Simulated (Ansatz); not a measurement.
Redistribution: C2H3Cl + C3H10Si → C2H6Si + C3H7Cl

Species: C2H3Cl `C=CCl`, singlet; C3H10Si `CC(C)[SiH3]`, singlet; C2H6Si (vinylsilane) `C=C[SiH3]`, singlet; C3H7Cl `CC(C)Cl`, singlet. The partners trade Cl for SiH3; both sit on C, so the bond types are kept.

Shapes, held fixed at every level: PBE0-D4/def2-TZVP. Programs: Ansatz 0.2.0. The zero-point and thermal change to 298 K, harmonic and unscaled (PBE0-D4/def2-TZVP), is +1.6 kJ/mol.

```json
{"level": "r2SCAN-D4/def2-TZVPP", "kind": "meta-GGA", "ΔH(298 K) (kJ/mol)": "-17.6", "less CCSD(T)/CBS estimate": "+4.9", "CPU time (sum over the molecules)": "40 s"}
{"level": "B3LYP-D4/def2-TZVPP", "kind": "global hybrid", "ΔH(298 K) (kJ/mol)": "-19.1", "less CCSD(T)/CBS estimate": "+3.4", "CPU time (sum over the molecules)": "44 s"}
{"level": "wB97M-V/def2-TZVPP", "kind": "range-separated hybrid", "ΔH(298 K) (kJ/mol)": "-19.5", "less CCSD(T)/CBS estimate": "+3.0", "CPU time (sum over the molecules)": "94 s"}
{"level": "MP2/def2-TZVPP", "kind": "perturbation theory", "ΔH(298 K) (kJ/mol)": "-19.9", "less CCSD(T)/CBS estimate": "+2.6", "CPU time (sum over the molecules)": "–"}
{"level": "CCSD(T)/def2-SVP", "kind": "coupled cluster or CI", "ΔH(298 K) (kJ/mol)": "-20.1", "less CCSD(T)/CBS estimate": "+2.4", "CPU time (sum over the molecules)": "28 s"}
{"level": "CCSD/def2-TZVPP", "kind": "coupled cluster or CI", "ΔH(298 K) (kJ/mol)": "-21.9", "less CCSD(T)/CBS estimate": "+0.6", "CPU time (sum over the molecules)": "–"}
{"level": "CCSD(T)/CBS estimate", "kind": "coupled cluster or CI", "ΔH(298 K) (kJ/mol)": "-22.5", "less CCSD(T)/CBS estimate": "0.0", "CPU time (sum over the molecules)": "26 min"}
```

The highest level, CCSD(T)/CBS estimate, gives ΔH(298 K) = -22.5 kJ/mol; the levels span -22.5 to -17.6. The column of differences is taken from that level and isn't an error. No measured value is set beside it here. The CBS estimate extrapolates MP2 from def2-TZVPP and def2-QZVPP and adds CCSD(T) − MP2 in the triple-zeta set, cores frozen. Times are processor times on shared x86 and Arm servers, and rough.

The exchange is exothermic at every level, so chloride on isopropyl together with silyl on vinyl is the preferred pairing. With a thermal correction of only +1.6 kJ/mol, the preference is essentially electronic. It probably reflects bond polarity: the more electronegative sp2 carbon suits the electropositive silyl group, while the secondary alkyl carbon, with its polarisable and hyperconjugating methyl groups, better supports the positive charge induced by chlorine. Donation from a chlorine lone pair into the vinyl π* orbital stabilises vinyl chloride and works against the exchange, but evidently doesn't outweigh the other effects.

All the lower levels make the reaction less exothermic than the CCSD(T)/CBS estimate, r2SCAN-D4 most of all, perhaps because they somewhat overstate the conjugation lost from vinyl chloride. The direction of exchange is therefore secure across these methods, its size less so. The closeness of CCSD/def2-TZVPP to the highest level doesn't show that triple excitations are unimportant, since the basis treatment changes as well and the two effects may partly cancel.
